Question: Is my ionisation energy converged if HF, MP2 and CCSD agree?

I am looking at the vertical ionisation of a bent B–N–H molecule, from the neutral quartet to the triplet cation with the atoms held fixed. The "gap" here is the energy of the cation less that of the neutral.

Vertical ionisation of BHN from the neutral quartet to the triplet cation at a fixed PBE0/def2-TZVP geometry, calculated with Ansatz 0.2.0 and an in-house AFQMC program, afq 1. All levels use UHF determinants, the cc-pVDZ basis and frozen cores. "ph" marks phaseless AFQMC, here with a CISD trial, and "released" means that its constraint is let go.

```
         level  this level less the reference (CCSDT(Q), same basis) (meV)  statistical noise, one standard error (meV)
            HF                                                       56.00                                        0.000
           MP2                                                       55.00                                        0.000
          CCSD                                                       66.00                                        0.000
       CCSD(T)                                                       14.00                                        0.000
         CCSDT                                                        6.00                                        0.000
 ph-AFQMC/CISD                                                       39.00                                       13.000
released AFQMC                                                       11.00                                       25.000
```

Hartree–Fock, MP2 and CCSD give nearly the same gap, so I would have stopped there and called it converged. Yet all three are wrong by more than their differences, and CCSD is no better than plain Hartree–Fock. How can a method without any correlation do as well as CCSD, and how could I have noticed the problem without the reference?

Answer:

The three methods agree because the correlation of electron pairs, which they treat very differently, nearly cancels between the two states. All three also lack the same thing: none of them contains the correlated motion of three electrons at once, which coupled cluster describes by connected triple excitations. Their agreement therefore says nothing about the size of that contribution, and in this molecule it makes up nearly the whole error of the gap.

Imagine first that you had no reference. Adding the errors to the reference gap of 6.853 eV gives back what you would have seen: 6.909 eV from Hartree–Fock, 6.908 eV from MP2 and 6.919 eV from CCSD. That looks like a converged series with an uncertainty of about 10 meV. The true distance from the reference is about 60 meV.

The good showing of Hartree–Fock is a cancellation. A gap is a difference of two total energies, so its error is a difference too:

error of gap = error of cation − error of neutral

The total energies of the neutral come from the same calculations. Hartree–Fock puts the neutral 5334 meV above the CCSDT(Q) energy. With the gap error of 56 meV, the equation gives the cation:

error of cation = 5334 meV + 56 meV = 5390 meV

Hartree–Fock thus misses more than 5 eV in each state, and only about one per cent of that survives in the gap. The small number in the table measures how alike the two misses are. It doesn't measure the quality of either wave function.

That the misses are so alike needs an explanation of its own. When ionisation removes one electron of a pair, the correlation energy of that pair is lost with it. Hartree–Fock, which never had this energy, then makes ionisation look too easy. Here it makes ionisation look slightly too hard, so the cation must have a little more correlation energy than the neutral, although it has one electron fewer.

The spins suggest why. The quartet has three unpaired electrons with parallel spins, and going to the triplet takes one of them away. Electrons of parallel spin are already kept apart by the Pauli principle, which Hartree–Fock includes, so the departing electron takes less correlation energy with it than one from a doubly occupied orbital would. It also leaves behind an empty valence orbital, into which the remaining electrons can be excited at low cost. The loss and the gain can then nearly balance. This is an argument from general principles, and the table doesn't test it. It also assumes that the other electrons of the quartet keep their orbitals in the cation, whose detailed outputs aren't available.

What the numbers do show is where the balance tips. Going from Hartree–Fock to CCSD lowers the neutral by 5157 meV and the cation by 5147 meV. Single and double excitations, by far the largest part of the correlation energy, thus treat the two states almost equally. They repair both total energies and leave the gap where it was.

Triple excitations don't treat the states equally. From CCSD to CCSDT the neutral falls by 166 meV and the cation by 226 meV, so the gap shrinks by 60 meV. That is nearly all of the CCSD error. The triples are only a few per cent of the correlation energy, but they decide the gap because the much larger contribution of the doubles has cancelled.

Why the cation needs more triples is less certain. The vacated valence orbital is a natural candidate, since low-lying empty orbitals favour excitations of every rank. It is also possible that the Hartree–Fock determinant of the cation is a poorer starting point than that of the neutral, which would raise the demand for triples as well. The energies alone can't tell these two explanations apart.

CCSD(T) adds the triples by perturbation theory and removes most of the error, leaving 14 meV. How much of the full effect does it catch? In the neutral, (T) recovers 84 per cent of the lowering that CCSDT finds. If the same share holds in the cation, the full effect on the gap follows from the step of 52 meV between CCSD and CCSD(T):

52 meV / 0.84 ≈ 62 meV

The computed value is 60 meV, so the assumption works well here. It also explains why CCSD(T) stops a little short of CCSDT: it misses about the same fraction of the triples in both states, but the cation has more of them to miss. The estimate has no fitted constant, though it is tested on this one ionisation only. The output printed below lists most of the differences and ratios used in this answer; no model was fitted.

The last steps deserve less weight. CCSDT lies 6 meV from the reference, but the reference itself treats quadruple excitations only by perturbation theory. That distance is therefore not an error against the exact answer. All of these errors also hold within one small basis set, and a larger basis would move the gap itself.

The phaseless AFQMC row shows the same lesson from the other side. Its total energy for the neutral is only 5 meV from the reference, with a statistical noise of 9 meV, which is far better than CCSD. Yet its gap is off by 39 meV, three times the noise of the gap. The deviation must sit mainly in the cation, where no similar error of the neutral cancels it. A good energy for one state is thus no guarantee for the difference.

The likely cause is the phaseless constraint. It keeps the random walk stable by means of an approximate trial wave function, and it introduces a bias wherever that function is poor. The trial used here contains single and double excitations only. It may therefore describe the cation less well, for the same reason that CCSD does. This link is a guess, but it fits the side on which the error appears.

The printed noise can't warn you of such a bias, because it measures only the scatter of the walk. Letting the constraint go removes the bias gradually, provided that the walk can be followed for long enough, and the released row is indeed closer to the reference, at 11 meV. Its noise is 25 meV, however, so it agrees with zero and is also compatible with the phaseless value. Nor is it an independent judge, since the reference was accepted only because the two agreed within a few tens of meV.

One point concerns what the gap means. In a PBE calculation on the quartet, an empty spin-down level lies well below the highest occupied spin-up level. This suggests that a doublet state of the neutral is lower in energy. The comparison of methods stands as long as every level describes the same two states, which could be checked for the neutral only, but 6.853 eV should not be read as the ionisation energy of the molecule in its ground state.

Even without a reference, the total energies beside the gap could have made you suspicious, and a CCSD(T) calculation would then have exposed the false plateau. Between MP2 and CCSD the neutral still moves by 821 − 177 = 644 meV, while the gap moves by only 11 meV. A gap that stands still while both total energies move this much is held in place by cancellation, and the next kind of excitation need not cancel in the same way. A sound gap can look like this too, so the sign is a reason to test further and not yet a proof of error. So before you trust a plateau, add the first contribution that all of its members lack. Here that means one CCSD(T) calculation for each state, and its step of 52 meV is about five times the spread that had looked like the uncertainty.

Printed output of the fit:

```
Total-energy errors against CCSDT(Q) in meV:
             row  neutral  cation (derived)  gap
              HF     5334              5390   56
             MP2    821.1             876.1   55
            CCSD      177               243   66
         CCSD(T)    37.99             51.99   14
           CCSDT    11.23             17.23    6
   ph-AFQMC/CISD     5.02             44.02   39
  released AFQMC    -2.62              8.38   11
Spread of the gap over HF, MP2 and CCSD (meV): 11
Mean gap error of HF, MP2 and CCSD (meV): 59
Gap step HF to MP2 (meV): -1
Gap step HF to CCSD (meV): 10
Gap step CCSD to CCSD(T) (meV): -52
Gap step CCSD(T) to CCSDT (meV): -8
Gap step CCSD to CCSDT, all triples (meV): -60
Gap step CCSDT to CCSDT(Q) (meV): -6
HF gap error as share of the HF total-energy error of the neutral (percent): 1.05
CCSD correlation energy recovered in the neutral (meV): 5157
CCSD correlation energy recovered in the cation (meV): 5147
Lowering by triples in the neutral (meV): 165.8
Lowering by triples in the cation (meV): 225.8
Triples lowering, cation over neutral (ratio): 1.362
Share of the triples lowering caught by (T), neutral (percent): 83.86
Share of the triples lowering caught by (T), cation (percent): 84.6
Phaseless AFQMC gap error in standard errors: 3
Released AFQMC gap error in standard errors: 0.44
Phaseless less released AFQMC gap (meV): 28
```
